## The deepest valence level of GaSb from four arrows

Row 1 looks wrong. Its "level under 4", the fourth level below the Fermi energy, lies at −0.065 eV, while one small step away, in row 2, the same column reads −11.380 eV. No band drops by 11 eV over such a step. The column has changed bands.

Levels of GaSb (F-43m, two-atom cell with 4.326 Å edges), computed with exciting sodium using PBE and all-electron LAPW+lo (rgkmax 9), without spin polarisation or spin-orbit coupling. The k mesh is 8×8×8, with Fermi-Dirac smearing of 0.05 eV. Levels are counted from the Fermi energy and numbered outwards from it.

| point a (reciprocal cell vector) | point b (reciprocal cell vector) | point c (reciprocal cell vector) | level point (row) | level under 4 (eV) | level under 3 (eV) | level under 2 (eV) | level under 1 (eV) | level over 1 (eV) |
| --- | --- | --- | --- | --- | --- | --- | --- | --- |
| 0.0000 | 0.0000 | 0.0000 | 1 | -0.065 | -0.065 | -0.065 | -0.037 | 2.723 |
| 0.1250 | 0.0000 | 0.0000 | 2 | -11.380 | -2.074 | -0.317 | -0.317 | 0.966 |
| 0.3750 | 0.0000 | 0.0000 | 3 | -10.293 | -5.708 | -1.098 | -1.098 | 0.452 |
| 0.1250 | 0.1250 | 0.0000 | 4 | -11.326 | -2.129 | -0.741 | -0.741 | 1.630 |
| 0.2500 | 0.2500 | 0.0000 | 5 | -10.706 | -4.123 | -1.724 | -1.724 | 1.206 |
| 0.5000 | 0.5000 | 0.0000 | 6 | -9.092 | -6.868 | -2.632 | -2.632 | 0.858 |
| 0.7500 | 0.5000 | 0.2500 | 7 | -9.049 | -6.736 | -3.403 | -3.182 | 3.626 |

The degeneracies of row 1 explain the change. Three levels coincide at −0.065 eV, and a single one lies 0.028 eV above them. In a crystal of this symmetry the triplet is the p-like top of the valence band, and the singlet is the s-like bottom of the conduction band. The smearing of the occupations is wider than their separation and lets the Fermi energy settle above both. The singlet therefore joins the count, and the deep band becomes the fifth level down.

The near-closure belongs to this calculation and not to the material, whose measured gap is roughly 0.8 eV. PBE makes such gaps too small. Spin-orbit coupling, which is left out here, would lift the valence top by a few tenths of an eV, enough to reverse this narrow order. The deep band is a safer object for an estimate by hand: it is single and mostly s-like, so that spin-orbit coupling should hardly move the band itself, though it can shift the Fermi energy from which the band is counted.

### Why the deep level moves

Chemically, the deep band is built mainly from the 5s orbitals of antimony. Each Sb atom has four Ga neighbours, and the Ga orbitals above it in energy push its s level down. How hard they push depends on whether the four neighbours act together. In a crystal wave the orbitals on different atoms carry different phases, and the point in reciprocal space fixes those phases.

The columns "point a", "point b" and "point c" give the phases directly. Take one Ga neighbour as the reference, with an arrow of length one at angle zero. The arrows of the other three stand at 360° times $a$, $b$ and $c$. Add the four arrows, square the length of the sum and divide by 16:

$$F=\frac{|\text{sum of the four arrows}|^2}{16}.$$

$F$ is 1 when all arrows agree and 0 when they cancel.

The s orbitals of gallium are round and couple to the Sb s orbital with the same sign from every side, so their combined effect goes as $F$. The p orbitals of gallium have a positive and a negative lobe, and they couple best when the phases differ from neighbour to neighbour. Their share is $1-F$, because the four independent phase patterns of four neighbours have weights that add up to one. If both couplings are weak compared with the energy separations, the two downward pushes simply add:

$$E=\varepsilon-P_sF-P_p(1-F)=E_0-AF .$$

Here $\varepsilon$ is the Sb s level before the pushes, and $P_s$ and $P_p$ are the pushes of Ga s and Ga p at full strength. The constants $E_0=\varepsilon-P_p$ and $A=P_s-P_p$ are all that remains to be found. Theory expects $A$ to be positive, since Ga s lies nearer in energy to Sb s than Ga p does, and by common estimates its coupling at full strength is also the larger of the two. The deep level should then be lowest where the neighbours act in step. Direct coupling between the s orbitals of neighbouring Sb atoms varies with $F$ in the same way, so a fitted $A$ may contain some of it too.

### The rule and two worked rows

A straight line fitted to rows 2 to 7, with its constants rounded for use by hand, gives

$$E\approx-9.2-2.6\,F\ \text{eV},$$

counted from the Fermi energy. With another zero of energy the first constant shifts and the second stays.

Row 5 has the coordinates 0.25, 0.25 and 0. Two arrows point along 0° and two along 90°, so the sum reaches 2 across and 2 up. Its squared length is $4+4=8$, and $F=8/16=0.5$. The rule gives $-9.2-1.3=-10.5$ eV, against −10.71 eV in the table. This row took part in the fit and is still the worst case of the rule, 0.2 eV too high.

Row 7, the corner point W of the zone, has the coordinates 0.75, 0.5 and 0.25. The arrows stand at 0°, 270°, 180° and 90°, like the points of a compass, and they cancel. With $F=0$ the rule gives −9.2 eV, about 0.15 eV below the table's −9.05 eV. This row was in the fit as well. In this picture the Ga s orbitals have dropped out, and only the p orbitals still push.

### A comparison that needs no constants

Row 6 is the point X, where two arrows point one way and two the opposite way. They cancel too, so $F$ is the same as at W although W lies farther from the centre of the zone. For a free electron in this cell, whose energy depends only on that distance, the level would rise by 1.0 eV from X to W. The computed deep level rises by 0.04 eV. Over this step the agreement of phases is the better guide, and the distance from the centre a poor one.

### How good the rule is

Over rows 2 to 7 the deep level spans 2.3 eV, and the hand rule follows it with a typical error of 0.15 eV relative to the computed values. When each row in turn is left out of the straight-line fit and then predicted, the typical error is 0.2 eV. That is enough to place the band and to order well-separated points. It is too coarse to tell row 2 from row 4, which differ by 0.05 eV.

The errors have a pattern: the rule lies too low at both ends of the range of $F$ and too high in the middle. Theory offers a reason. A push grows in proportion to $F$ only while the coupling is weak; once the coupling rivals the energy separation, two levels repel as a square root, and each further gain in $F$ yields less. A curve of this form, fitted to the same six rows, is

$$E\approx-8.16-3.28\sqrt{0.076+F}\ \text{eV}.$$

It costs a third constant and brings the typical error down to 0.03 eV, or 0.06 eV for rows left out in turn.

It is tempting to read the new constants as the true coupling and separation of two orbitals. The table warns against it. Two levels that repel come as a pair, and the upper partner from this formula can be held against the s-like singlet of row 1. It comes out 4.7 eV too low. The curve has a useful shape, but its constants have absorbed the Ga p orbitals and whatever else acts on the band.

Both formulas also estimate the deep level in row 1, where $F=1$. The straight line gives −11.8 eV and the root −11.6 eV. The step beyond the fitted range is short, since row 2 already has $F=0.89$, and the root deserves more trust there, because the line already lies too low at this end of the range.

### Where the rule stops

The rule works because an s orbital looks the same from every side. For bands with much p character the individual phases matter too, and $F$ keeps only the length of their sum: two opposite pairs of arrows, as at X, count the same as four different directions, as at W. The lowest conduction level shows the failure plainly: it lies at 0.858 eV at X and at 3.626 eV at W, with the same $F$. No formula in $F$ alone can give both values.

The next valence level, "level under 3", fails in a less obvious way. From X to W it changes by only 0.13 eV, so that comparison alone would recommend the rule. Yet a straight line in $F$ fitted to all seven rows has a typical error of 0.5 eV and puts row 1 about 0.9 eV too low. There the level belongs to the valence triplet, with the s-like singlet just above it. Away from the centre of the zone, symmetry lets the two mix and repel, and the valence level falls to −2.074 eV by row 2, faster than the slow change of $F$ near the centre allows.

For another point of the same crystal, then, draw the arrows first. At L, with coordinates 0.5, 0 and 0, three arrows agree and one opposes them; the sum is 2 and $F=4/16=0.25$. The rule puts the deep level near $-9.2-0.65\approx-9.9$ eV, between the values at X and in row 5. In another crystal of the same structure the arrows stay as they are, because they are pure geometry, but both energies in the rule must be found afresh.

The printed analysis that follows lists the arrow sums and the estimates in the order of the table.

Numerical output:

```
fit of deep on 6 rows: constant -9.172 +/- 0.11, coefficient of F -2.618 +/- 0.2; rms 0.145, worst 0.25 0.225, leave-one-out rms 0.203
fit of deep on 6 rows: constant -8.162 +/- 0.041, coefficient of sqrt(s + F) -3.284 +/- 0.058, s 0.07633; rms 0.0291, worst 0.25 0.0506, leave-one-out rms 0.0619
fit of level_under_3 on 7 rows: constant -7.118 +/- 0.39, coefficient of F 6.139 +/- 0.61; rms 0.525, worst 0.0 -0.914, leave-one-out rms 0.76
Deep level in eV, misses are estimate less table:
    row      across         up          F  computed  hand_rule  hand_miss  root_miss
    0.0           4          0          1       n/a      -11.8        n/a        n/a
  0.125       3.707     0.7071     0.8902    -11.38     -11.51    -0.1344    -0.0108
  0.375       2.293     0.7071     0.3598    -10.29     -10.14     0.1574    -0.0382
  0.125       3.414      1.414     0.8536    -11.33     -11.42   -0.09324  -0.003066
   0.25           2          2        0.5    -10.71      -10.5      0.206    0.05057
    0.5           0  2.449e-16  3.749e-33    -9.092       -9.2     -0.108    0.02225
   0.75  -1.608e-16   1.11e-16  2.387e-33    -9.049       -9.2     -0.151   -0.02075
Largest miss of the hand rule, eV: 0.206
Rms miss of the hand rule, eV: 0.1463
Spread of the deep level over rows 2 to 7, eV: 2.331
Deep level at Gamma estimated by the straight line, eV: -11.79
Deep level at Gamma estimated by the root, eV: -11.57
Free-electron rise from X to W, eV: 1.005
Computed rise of the deep level from X to W, eV: 0.043
Computed rise of the next valence level from X to W, eV: 0.132
Computed rise of the lowest conduction level from X to W, eV: 2.768
Upper branch of the root less the singlet at Gamma, eV: -4.719
```
